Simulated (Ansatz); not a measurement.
# Telling isomers of CH5OSn+ apart by their spectra

These gas-phase data were calculated for one isomer of CH5OSn+ at PBE0-D3(BJ)/def2-SVP (harmonic, unscaled wavenumbers; equilibrium rotational constants with average atomic masses):

```
rotational constants            : 7.275, 5.464, 3.184 GHz
all wavenumbers above 1500 cm⁻¹ : 3883, 3787, 3167, 3147, 3039, 1611
```

Candidates:

(1) `C[OH+][SnH]`, a singlet
(2) `[CH3][Sn][OH2+]`, a singlet

**Question.** Assign the data to one candidate and say why.

**Answer.** Candidate (2). No mode falls between 1650 and 2000 cm⁻¹, where the Sn–H stretch of (1) would stand.

The same quantities for all candidates:

```tsv
	rotational constants (GHz)	wavenumbers above 1500 cm⁻¹	E above the lowest, PBE0-D3(BJ)/def2-SVP (kcal/mol)
(1)	36.24, 2.438, 2.319	3811, 3230, 3210, 3088, 1806	18.2
(2)	7.275, 5.464, 3.184	3883, 3787, 3167, 3147, 3039, 1611	0.0
```

Each candidate is one conformer. Atoms past krypton carry core potentials. Programs: Ansatz 0.2.0.

The assignment also rests on bands that are present. Two O–H stretches and the H–O–H bend at 1611 cm⁻¹ mark an intact water ligand, whereas (1) has a single O–H bond and no such bend. The rotational constants agree: with tin between carbon and oxygen, the bent heavy-atom frame has mass well off every axis, while in (1) tin sits at the end of the chain and the light C–O unit lies close to the long axis, making the largest constant much larger.

Both ions are best read as tin(II) cations with an oxygen donor, CH3Sn⁺ bound to water and HSn⁺ bound to methanol. The preference for (2) therefore probably reflects the exchange of a C–O and an Sn–H bond for a strong O–H and an Sn–C bond, helped by methyl donation to the electron-poor tin. This evidently outweighs methanol's better donor ability. The energy order alone does not exclude (1) from an experiment, since a barrier to rearrangement could trap it.
